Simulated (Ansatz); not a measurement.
A series in volume scale on Mg

Results calculated with Ansatz 0.2.0, not measured. Plane-wave DFT, scalar-relativistic PAW made under PBE with cores redone for the functional, no dispersion; the given relaxed cell is scaled uniformly, energy at zero smearing counts from the unscaled cell, pressure at the given Fermi-Dirac smearing is positive in compression.

The cell before it is scaled or strained (space group Pm-3m, No. 221):
```
cell vectors (Å)
   2.9937     0.0000     0.0000
   0.0000     2.9937     0.0000
   0.0000     0.0000     2.9937
atoms (fractions of the cell vectors)
Mg  0.00000  0.00000  0.00000
```

Settings of every row: spin polarised no; functional r2SCAN; wave cutoff 500 eV; smearing width 0.1 eV; k mesh 12x12x12.

Atom starting moment: 0 on all atoms.

Limits: the cell comes from a prototype or a list of computed structures and needn't be the stable phase.

```
row  volume scale  V (Å³/atom)  pressure (GPa)  energy change per atom (meV)
  1          0.88       23.611            4.09                         36.84
  2          0.92       24.684            2.46                         15.26
  3          0.96       25.757               ?                             ?
  4          1.04       27.903           -0.84                          2.99
  5          1.08       28.977           -1.55                         11.27
  6          1.12        30.05           -2.13                         23.79
```

Question: what pressure and energy change per atom should row 3 give?

Worked fit of pressure. Take u = (V_r/V)^(2/3) − 1 with V_r = 27.903 Å³ an atom, which is twice the finite (Eulerian) strain; such expansions in the strain, on which the Birch-Murnaghan equation of state is built, carry the rest volume and the bulk modulus. The shown rows have u = 0.11778, 0.08515, 0, -0.02486, -0.04822. Least squares give pressure = −0.841 + 31.042 × u + 91.64 × u² GPa; a straight line predicts inner rows, each left out in turn, worse (root mean square 0.26 against 0.0093 GPa). The rows lie off it by 0.00, -0.01, 0.00, 0.01, -0.01. The pressure vanishes at u = 0.0252, or V = 26.88 Å³ an atom, and there the bulk modulus at fixed shape and fractions is B = −V dP/dV = (2/3)(1 + u) dP/du = 24.4 GPa. The withheld row has u = 0.0548, so the fit gives −0.841 + 31.042 × (0.0548) + 91.64 × (0.0548)² = 1.14 GPa.

The calculation gave 1.13 GPa. The fit lies 0.01 GPa (0.16 % of the column's range) above it, one unit of the last digit.

Worked fit of energy change per atom. Take u = (V_r/V)^(2/3) − 1 with V_r = 27.903 Å³ an atom, which is twice the finite (Eulerian) strain; such expansions in the strain, on which the Birch-Murnaghan equation of state is built, carry the rest volume and the bulk modulus. The shown rows have u = 0.11778, 0.08515, 0, -0.02486, -0.04822. Least squares give energy change per atom = 2.956 − 224.008 × u + 4340.51 × u² meV; a straight line predicts inner rows, each left out in turn, worse (root mean square 12 against 0.13 meV). The rows lie off it by 0.06, -0.09, 0.03, 0.06, -0.06 (root mean square 0.063 meV). Its lowest point lies at u = 0.0258, or V = 26.86 Å³ an atom, and the curvature there gives the bulk modulus at fixed shape and fractions, B = (4/9)(1 + u)² E″(u)/V = 24.2 GPa. The withheld row has u = 0.0548, so the fit gives 2.956 − 224.008 × (0.0548) + 4340.51 × (0.0548)² = 3.72 meV.

The calculation gave 3.59 meV. The fit lies 0.13 meV (3.6 % of the value, 0.38 % of the column's range) above it; its largest miss of a shown row is 0.09 meV.
